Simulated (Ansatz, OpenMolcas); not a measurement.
How methods differ on [BH3]− (SMILES [BH3-])

[BH3]−: 4 atoms, total charge -1, spin state doublet. As SMILES, `[BH3-]`. The coordinates come from a GFN2-xTB relaxation.

```xyz
4

B     0.1504   -0.0373   -0.2338
H     0.9171    0.4526    0.6285
H    -0.2792   -1.1611    0.1184
H    -0.7883    0.7459   -0.5131
```

Quantity: the energy change with the B1–H3 bond stretched from 1.254 to 1.567 Å, in eV. The values are calculated.

```tsv
level	kind	program	value (eV)	less CCSDT/6-31G*	CPU time (all runs)
UHF/6-31G* (spherical functions)	Hartree–Fock	Ansatz	0.61	+0.01	0.2 s
USVWN5/6-31G* (spherical functions)	LDA	Ansatz	0.58	-0.02	1.1 s
U-revPBE/6-31G* (spherical functions)	GGA	Ansatz	0.54	-0.06	1.8 s
U-r2SCAN/6-31G* (spherical functions)	meta-GGA	Ansatz	0.59	-0.01	4.3 s
UB3LYP/6-31G* (spherical functions)	global hybrid	Ansatz	0.59	-0.01	2 s
U-wB97M-V/6-31G* (spherical functions)	range-separated hybrid	Ansatz	0.62	+0.02	18 s
UB2PLYP/6-31G* (spherical functions)	double hybrid	Ansatz	0.62	+0.02	2.2 s
UCCSDT/6-31G* (spherical functions)	coupled cluster or CI	Ansatz	0.60	0.00	1.8 s
FCI/STO-3G	exact in the basis	OpenMolcas	1.02	+0.42	3.7 s
```

UCCSDT/6-31G* (spherical functions) is the highest level here, not the true value. Sets without diffuse functions describe the anion poorly. The first shape isn't each level's own minimum. The values span 0.54 to 1.02 eV. High-level rows in very small sets aren't better than simpler rows in larger ones. Times are those of the runs behind each value, whatever else they computed, on shared processors of several kinds: orders of magnitude only.

The basis set matters far more here than the treatment of correlation. All the 6-31G* rows lie between 0.54 and 0.62 eV, whereas full CI in STO-3G gives 1.02 eV. Since full CI leaves no correlation missing within its basis, the excess must come from the minimal set: its fixed radial functions cannot adapt as the bond lengthens, least of all around hydridic hydrogens in an anion.

Hartree–Fock comes within 0.01 eV of CCSDT because the B–H σ pair is still well described by one configuration at this modest stretch, so most of the correlation energy probably cancels between the two shapes. That agreement wouldn't carry over to dissociation, where near-degeneracy grows.

The starting coordinates are clearly pyramidal, although this radical anion, isoelectronic with methyl, is known to be planar or nearly so. The tight-binding relaxation is the likely cause, and it mixes boron s character into the singly occupied orbital. The energies therefore describe stretching a bond in a distorted anion.
